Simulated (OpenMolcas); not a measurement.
## Predicting a hybrid from its neighbours: CH4ClGe

CH4ClGe has 7 atoms, charge 0, and is taken as a doublet. SMILES: `[CH3][GeH][Cl]`. The shape is that of a PBE0-D4/def2-TZVP optimisation.

The dipole moment y, in D, basis def2-SVP; a is the functional's share of exact exchange. Programs: OpenMolcas 26.06.

| functional | program | a | y (D) |
| --- | --- | --- | --- |
| U-revPBE | OpenMolcas | 0 | 2.18 |
| UPBE | OpenMolcas | 0 | 2.15 |
| UB3LYP | OpenMolcas | 0.2 | 2.22 |
| UPBE0 | OpenMolcas | 0.25 | ? |
| UBHLYP | OpenMolcas | 0.5 | 2.39 |

Fit y = c + s·a to the known rows and predict UPBE0.


1. Means of the 4 rows: a = 0.1750, y = 2.235.
2. Σ(Δa)² = 0.1675, Σ(Δa·Δy) = 0.0745, so the slope is 0.0745/0.1675 = 0.44478.
3. Intercept: 2.235 − (0.44478) × 0.1750 = 2.157. The largest residual of the fit is 0.026.
4. UPBE0: 2.157 + (0.44478) × 0.25 = 2.27 D.

The run gave 2.33 D, so the prediction is off by -0.06 D, more than the largest residual. More exact exchange makes the molecule more polar here. The rows mix families of semi-local functionals, which the line can't see.

The dipole rises with the exact-exchange share, and the computed UPBE0 value keeps that order. The cleanest comparison is within one family: from UPBE to UPBE0 the moment grows from 2.15 to 2.33 D, clearly more than the fitted slope implies. An equal further step in exchange, to UBHLYP, adds much less, so either the response flattens or the change of functional family offsets part of it.

Because the geometry is shared, the trend reflects electron redistribution rather than bond lengthening. Chlorine is much more electronegative than germanium, so the Ge–Cl bond is strongly polarised, while chlorine lone-pair donation towards the radical centre opposes this charge separation. Semi-local functionals tend to over-delocalise such density; exact exchange probably weakens the back-donation and keeps more charge on chlorine. The dipoles alone can't separate this from changes in the σ bond or in the germanium-centred radical orbital. Nor does the larger moment at high exact exchange imply a more accurate one, as no correlated-wavefunction or experimental reference is given.
